**Scaling of the Rb and Rb+ 3p levels with the speed of light**

The table holds 3p1/2 and 3p3/2 eigenvalues, mean radii, their gap and the total relativistic energy shift from spherical all-electron Dirac Kohn-Sham runs (Quantum ESPRESSO ld1.x, PW91, point nucleus, no spin polarisation) with c multiplied by 0.75, 1, 1.25 and 100; only factor 1 is physical. The program fits no model: it works out 1/c² scalings, the weighted 3p centre, the effect of ionisation and an eigenvalue-sum balance, and compares the gap with the exact Dirac result for a bare Z = 37 nucleus. The computed gap is 0.346 to 0.347 of the bare value for factors up to 1.25, with nearly the same higher-order growth (6.1 % against 5.9 %). Ionisation lowers both levels by 5.71 to 5.86 eV and leaves gap and radii unchanged to within one unit in the last digit. In Rb+ at factor 1.25 the 1s shell gives 70 % of the eigenvalue-sum shift, and the Rb/Rb+ difference at factor 100 is numerical noise.

Spherical all-electron Dirac Kohn-Sham calculations on Rb and Rb+ with Quantum ESPRESSO 7.5 (ld1.x), using the PW91 functional and a point nucleus, without spin polarisation. The speed of light is multiplied by the factor shown. E(non-rel.) comes from a non-relativistic run with the same configuration, functional and point nucleus.

## Program and output

```python
# Table: 3p1/2, 3p3/2 eigenvalues (eV), mean radii (bohr), gap and E(Dirac)-E(non-rel.) (hartree) of Rb, Rb+;
# Quantum ESPRESSO ld1.x, spherical all-electron Dirac Kohn-Sham, PW91, point nucleus, speed of light times f.
# Tested: 1/c^2 scaling, weighted centre of 3p, effect of ionisation; one estimate: bare-nucleus Dirac 3p gap.
T = {
    'ion': ['Rb', 'Rb', 'Rb', 'Rb', 'Rb+', 'Rb+', 'Rb+'],
    'Z': [37, 37, 37, 37, 37, 37, 37],
    'charge': [0, 0, 0, 0, 1, 1, 1],  # e
    'N': [37, 37, 37, 37, 36, 36, 36],
    'configuration': ['[Kr] 5s1', '[Kr] 5s1', '[Kr] 5s1', '[Kr] 5s1', '[Ar] 3d10 4s2 4p6', '[Ar] 3d10 4s2 4p6', '[Ar] 3d10 4s2 4p6'],
    'light_speed_factor': [0.75, 1.0, 1.25, 100.0, 0.75, 1.25, 100.0],
    'dirac_eigenvalue_3p12': [-238.21, -231.06, -227.93, -222.62, -244.07, -233.69, -228.33],  # eV
    'dirac_eigenvalue_3p32': [-221.29, -221.92, -222.19, -222.62, -227.15, -227.94, -228.33],  # eV
    'dirac_mean_radius_3p12': [0.50209, 0.51163, 0.51597, 0.52357, 0.50208, 0.51596, 0.52356],  # bohr
    'dirac_mean_radius_3p32': [0.52103, 0.52211, 0.52262, 0.52357, 0.52102, 0.52261, 0.52356],  # bohr
    'gap': [16.92, 9.139, 5.743, 0.001, 16.921, 5.743, 0.001],  # eV
    'relativistic_energy_shift': [-76.429, -41.743, -26.366, -0.0040235, -76.424, -26.365, -0.004025],  # hartree
}
import numpy as np
from scipy.constants import alpha, physical_constants as pc
Ha = pc['Hartree energy in eV'][0]
R = {(s, float(f)): i for i, (s, f) in enumerate(zip(T['ion'], T['light_speed_factor']))}
e1, e3, g = T['dirac_eigenvalue_3p12'], T['dirac_eigenvalue_3p32'], T['gap']
r1, r3, dE = T['dirac_mean_radius_3p12'], T['dirac_mean_radius_3p32'], T['relativistic_energy_shift']
Z = T['Z'][0]
def dirac(k, f, n=3):  # one electron, bare point nucleus, eV
    c = f / alpha; x = Z / c; d = x * x / (k + np.sqrt(k * k - x * x))
    return Ha * c * c * np.expm1(-0.5 * np.log1p(x * x / (n - d) ** 2))
bare = lambda f: dirac(2, f) - dirac(1, f)
print("rounding half-steps: levels 0.005 eV, gap 0.0005 eV, radii 5e-6 bohr, shift 0.0005 Ha (f=100: 5e-8)")
print("ion f | Z*alpha/f | gap*f^2 eV | shift*f^2 Ha | bare-nucleus gap*f^2 eV | table/bare")
for (s, f), i in R.items():
    print(f"{s:3s} {f:6.2f} | {Z*alpha/f:.4f} | {g[i]*f*f:.3f} +-{5e-4*f*f:.4f} | {dE[i]*f*f:.3f} | {bare(f)*f*f:.2f} | {g[i]/bare(f):.3f}")
ex = []
for a, b in ((0.75, 1.0), (1.0, 1.25)):
    i, j, L = R['Rb', a], R['Rb', b], np.log(b / a); ex.append(np.log(g[i] / g[j]) / L)
    print(f"Rb power of 1/f, {a} to {b}: gap {ex[-1]:.3f}, bare gap {np.log(bare(a)/bare(b))/L:.3f}, shift {np.log(dE[i]/dE[j])/L:.3f}")
lo, one, hi, nr = (R['Rb', f] for f in (0.75, 1.0, 1.25, 100.0))
k = (0.75 / 1.25) ** 2; gt, gb = k * g[lo] / g[hi], k * bare(0.75) / bare(1.25)
print(f"growth of value*f^2, 1.25 to 0.75: gap {100*(gt-1):.1f} %, bare gap {100*(gb-1):.1f} %, shift {100*(k*dE[lo]/dE[hi]-1):.1f} %")
lin = lambda y: y[hi] * 1.25**2 - (y[one] - y[hi] * 1.25**2) * 0.64 / 0.36
print(f"line in 1/f^2 through f=1, 1.25, taken to large c: shift*f^2 {lin(dE):.2f} Ha, gap at f=100 {lin(g)/1e4:.5f} eV")
print("change from f=100 row: 3p1/2, 3p3/2, centre (1:2), -2/3 gap, +1/3 gap [eV] | radii [bohr, %]")
for (s, f), i in R.items():
    if f > 2: continue
    o = R[s, 100.0]; a, b = e1[i] - e1[o], e3[i] - e3[o]
    print(f"{s:3s} {f:.2f}: {a:+.2f} {b:+.2f} {(a+2*b)/3:+.2f} {-2*g[i]/3:+.2f} {g[i]/3:+.2f} | "
          f"{r1[i]-r1[o]:+.5f} ({100*(r1[i]/r1[o]-1):+.2f}) {r3[i]-r3[o]:+.5f} ({100*(r3[i]/r3[o]-1):+.2f})")
    assert a < 0 < b and r1[i] < r3[i] < r3[o]
a, b = e1[one] - e1[nr], e3[one] - e3[nr]; E0 = -Ha * Z * Z / 18
p, q = dirac(1, 1.0) - E0, dirac(2, 1.0) - E0
print(f"f=1 shifts/gap (3p1/2, 3p3/2, centre): table {a/g[one]:+.2f} {b/g[one]:+.2f} {(a+2*b)/3/g[one]:+.2f}; "
      f"bare {p/(q-p):+.2f} {q/(q-p):+.2f} {(p+2*q)/3/(q-p):+.2f}")
# further outputs of the same runs: ionisation energy (eV), Rb 5s mean radius (bohr), non-rel. values
IE = {0.75: 4.244242, 1.25: 4.158458, 100.0: 4.115096}; IE0, eps5s = 4.115137, 2.209083
r5 = {0.75: 5.18587, 1.25: 5.289878, 100.0: 5.34447}
print("Rb+ minus Rb: 3p1/2, 3p3/2, gap [eV]; radii [bohr]; shift [Ha, eV]; IE(f)-IE(non-rel.) [eV]")
D = {}
for f in IE:
    i, j = R['Rb', f], R['Rb+', f]; D[f] = (e1[j] - e1[i] + e3[j] - e3[i]) / 2; d = dE[j] - dE[i]
    print(f"f={f}: {e1[j]-e1[i]:+.2f} {e3[j]-e3[i]:+.2f} {g[j]-g[i]:+.3f}; {r1[j]-r1[i]:+.5f} {r3[j]-r3[i]:+.5f}; {d:+.1e} {d*Ha:+.2e}; {IE[f]-IE0:+.2e}")
    assert abs(g[j] - g[i]) < 0.0015 and D[f] < 0
for f in (0.75, 1.25):
    print(f"f={f} against 100: 3p drop on ionisation {100*(D[f]/D[100.0]-1):+.1f} % (+-0.3), 1/<r>5s {100*(r5[100.0]/r5[f]-1):+.1f} %")
print(f"IE change at f=100 by 1/c^2 from 1.25: {(IE[1.25]-IE0)*1.25**2/1e4:+.1e} eV; non-rel. IE / (-5s eigenvalue) {IE0/eps5s:.2f}")
# further outputs, Rb+: non-rel. eigenvalue, then (occupation, Dirac eigenvalue at f=1.25), eV
S = {'1s': (-14751.05, [(2, -14931.16)]), '2s': (-1948.561, [(2, -1989.388)]),
     '2p': (-1770.002, [(2, -1805.857), (4, -1767.543)]), '3s': (-292.7655, [(2, -299.6202)]),
     '3p': (-228.3258, [(2, -233.686), (4, -227.943)]), '3d': (-112.1295, [(4, -111.255), (6, -110.2591)]),
     '4s': (-36.54957, [(2, -37.27023)]), '4p': (-21.71087, [(2, -22.08855), (4, -21.52665)])}
w = {n: sum(o * (e - v[0]) for o, e in v[1]) for n, v in S.items()}; tot = sum(w.values())
print("Rb+ f=1.25 minus non-rel.: level shifts eV (low j first) | times occupation eV | share of sum")
for n, v in S.items():
    print(f"{n}: " + " ".join(f"{e-v[0]:+.2f}" for o, e in v[1]) + f" | {w[n]:+.2f} | {100*w[n]/tot:+.1f} %")
dH, dX = 1239.77 - 1231.991, -100.697 + 99.67788  # Hartree and xc energies (Ha), same runs
m = dE[R['Rb+', 1.25]]
print(f"sum {tot/Ha:.2f} Ha; Hartree change {dH:+.2f}; sum minus Hartree {tot/Ha-dH:.2f}; table {m:.3f}")
print(f"remainder {m-tot/Ha+dH:+.2f} Ha; xc change {dX:+.2f}; minus a third of it {-dX/3:+.2f}")
print(f"Rb+ radii, f=100 to 1.25: 1s {100*(0.04065368/0.04128713-1):+.2f} %, 2p1/2 {100*(0.1539382/0.156905-1):+.2f} %")
assert all(2.0 < x < 2.3 for x in ex) and gt > 1 and gb > 1
```

Running it gives:

```
rounding half-steps: levels 0.005 eV, gap 0.0005 eV, radii 5e-6 bohr, shift 0.0005 Ha (f=100: 5e-8)
ion f | Z*alpha/f | gap*f^2 eV | shift*f^2 Ha | bare-nucleus gap*f^2 eV | table/bare
Rb    0.75 | 0.3600 | 9.518 +-0.0003 | -42.991 | 27.45 | 0.347
Rb    1.00 | 0.2700 | 9.139 +-0.0005 | -41.743 | 26.39 | 0.346
Rb    1.25 | 0.2160 | 8.973 +-0.0008 | -41.197 | 25.93 | 0.346
Rb  100.00 | 0.0027 | 10.000 +-5.0000 | -40.235 | 25.15 | 0.398
Rb+   0.75 | 0.3600 | 9.518 +-0.0003 | -42.989 | 27.45 | 0.347
Rb+   1.25 | 0.2160 | 8.973 +-0.0008 | -41.195 | 25.93 | 0.346
Rb+ 100.00 | 0.0027 | 10.000 +-5.0000 | -40.250 | 25.15 | 0.398
Rb power of 1/f, 0.75 to 1.0: gap 2.141, bare gap 2.136, shift 2.102
Rb power of 1/f, 1.0 to 1.25: gap 2.082, bare gap 2.079, shift 2.059
growth of value*f^2, 1.25 to 0.75: gap 6.1 %, bare gap 5.9 %, shift 4.4 %
line in 1/f^2 through f=1, 1.25, taken to large c: shift*f^2 -40.23 Ha, gap at f=100 0.00087 eV
change from f=100 row: 3p1/2, 3p3/2, centre (1:2), -2/3 gap, +1/3 gap [eV] | radii [bohr, %]
Rb  0.75: -15.59 +1.33 -4.31 -11.28 +5.64 | -0.02148 (-4.10) -0.00254 (-0.49)
Rb  1.00: -8.44 +0.70 -2.35 -6.09 +3.05 | -0.01194 (-2.28) -0.00146 (-0.28)
Rb  1.25: -5.31 +0.43 -1.48 -3.83 +1.91 | -0.00760 (-1.45) -0.00095 (-0.18)
Rb+ 0.75: -15.74 +1.18 -4.46 -11.28 +5.64 | -0.02148 (-4.10) -0.00254 (-0.49)
Rb+ 1.25: -5.36 +0.39 -1.53 -3.83 +1.91 | -0.00760 (-1.45) -0.00095 (-0.18)
f=1 shifts/gap (3p1/2, 3p3/2, centre): table -0.92 +0.08 -0.26; bare -1.48 -0.48 -0.81
Rb+ minus Rb: 3p1/2, 3p3/2, gap [eV]; radii [bohr]; shift [Ha, eV]; IE(f)-IE(non-rel.) [eV]
f=0.75: -5.86 -5.86 +0.001; -0.00001 -0.00001; +5.0e-03 +1.36e-01; +1.29e-01
f=1.25: -5.76 -5.75 +0.000; -0.00001 -0.00001; +1.0e-03 +2.72e-02; +4.33e-02
f=100.0: -5.71 -5.71 +0.000; -0.00001 -0.00001; -1.5e-06 -4.08e-05; -4.10e-05
f=0.75 against 100: 3p drop on ionisation +2.6 % (+-0.3), 1/<r>5s +3.1 %
f=1.25 against 100: 3p drop on ionisation +0.8 % (+-0.3), 1/<r>5s +1.0 %
IE change at f=100 by 1/c^2 from 1.25: +6.8e-06 eV; non-rel. IE / (-5s eigenvalue) 1.86
Rb+ f=1.25 minus non-rel.: level shifts eV (low j first) | times occupation eV | share of sum
1s: -180.11 | -360.22 | +70.2 %
2s: -40.83 | -81.65 | +15.9 %
2p: -35.86 +2.46 | -61.87 | +12.1 %
3s: -6.85 | -13.71 | +2.7 %
3p: -5.36 +0.38 | -9.19 | +1.8 %
3d: +0.87 +1.87 | +14.72 | -2.9 %
4s: -0.72 | -1.44 | +0.3 %
4p: -0.38 +0.18 | -0.02 | +0.0 %
sum -18.87 Ha; Hartree change +7.78; sum minus Hartree -26.65; table -26.365
remainder +0.28 Ha; xc change -1.02; minus a third of it +0.34
Rb+ radii, f=100 to 1.25: 1s -1.53 %, 2p1/2 -1.89 %
```
